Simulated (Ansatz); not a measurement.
# Hf: the change of pressure and energy less free atoms with volume per atom

Results calculated with Ansatz 0.2.0, not measured. Periodic Kohn-Sham DFT of a crystal at fixed atoms; pressure and stress are positive in compression; the energy is the free energy less that of spherical unpolarised free atoms; site moments are those in the method's own spheres, positive along +z.

Cell of the first row (space group Fm-3m, No. 225):
```
Hf
1.0
      0.0000     2.1747     2.1747
      2.1747     0.0000     2.1747
      2.1747     2.1747     0.0000
Hf
1
Direct
  0.00000 0.00000 0.00000
```

Settings of every row: method all-electron LAPW; functional PBEsol; relativity scalar; k mesh 16x16x16; filling fermi-dirac; smearing width 0.03 eV; basis error target 0.25 meV/atom; nucleus gaussian.

Atom start moment: 0 on all atoms.

Limits: no spin-orbit coupling on heavy atoms.

```
row  volume per atom (Å³)  pressure (GPa)  energy less free atoms (eV/atom)
  1                20.569           5.491                           -7.8088
  2                21.007           2.899                           -7.8202
  3                21.444           0.539                           -7.8249
  4                21.663          -0.556                           -7.8248
  5                21.882          -1.596                           -7.8234
  6                22.101               ?                                 ?
  7                 22.32          -3.524                           -7.8163
  8                22.757          -5.279                           -7.8043
  9                23.195           -6.89                           -7.7876
```

Question: what pressure and energy less free atoms should row 6 give?

Worked fit of pressure. Take u = (V_r/V)^(2/3) − 1 with V_r = 21.773 Å³ an atom, which is twice the finite (Eulerian) strain; such expansions in the strain, on which the Birch-Murnaghan equation of state is built, carry the rest volume and the bulk modulus. The shown rows have u = 0.03865, 0.02416, 0.0102, 0.00338, -0.00332, -0.01641, -0.02904, -0.0413. Least squares give pressure = −1.0799 + 155.677 × u + 368.89 × u² GPa; a straight line predicts inner rows, each left out in turn, worse (root mean square 0.19 against 0.01 GPa). The rows lie off it by 0.003, 0.002, -0.007, -0.007, -0.003, 0.011, 0.011, -0.010 (root mean square 0.0076 GPa). The pressure vanishes at u = 0.0068, or V = 21.55 Å³ an atom, and there the bulk modulus at fixed shape and fractions is B = −V dP/dV = (2/3)(1 + u) dP/du = 108 GPa. The withheld row has u = -0.00992, so the fit gives −1.0799 + 155.677 × (-0.00992) + 368.89 × (-0.00992)² = -2.588 GPa.

The calculation gave -2.584 GPa. The fit lies 0.004 GPa (0.032 % of the column's range) below it; its largest miss of a shown row is 0.011 GPa.

Worked fit of energy less free atoms. Take u = (V_r/V)^(2/3) − 1 with V_r = 21.773 Å³ an atom, which is twice the finite (Eulerian) strain; such expansions in the strain, on which the Birch-Murnaghan equation of state is built, carry the rest volume and the bulk modulus. The shown rows have u = 0.03865, 0.02416, 0.0102, 0.00338, -0.00332, -0.01641, -0.02904, -0.0413. Least squares give energy less free atoms = −7.82429 − 0.2218 × u + 16.12 × u² eV/atom; a straight line predicts inner rows, each left out in turn, worse (root mean square 0.0083 against 4.9e-05 eV/atom). The rows lie off it by 0.0000, 0.0000, 0.0000, 0.0001, 0.0000, 0.0000, 0.0000, 0.0000. Its lowest point lies at u = 0.0069, or V = 21.55 Å³ an atom, and the curvature there gives the bulk modulus at fixed shape and fractions, B = (4/9)(1 + u)² E″(u)/V = 108 GPa. The withheld row has u = -0.00992, so the fit gives −7.82429 − 0.2218 × (-0.00992) + 16.12 × (-0.00992)² = -7.8205 eV/atom.

The calculation gave -7.8205 eV/atom. The fit meets it to the printed digit.
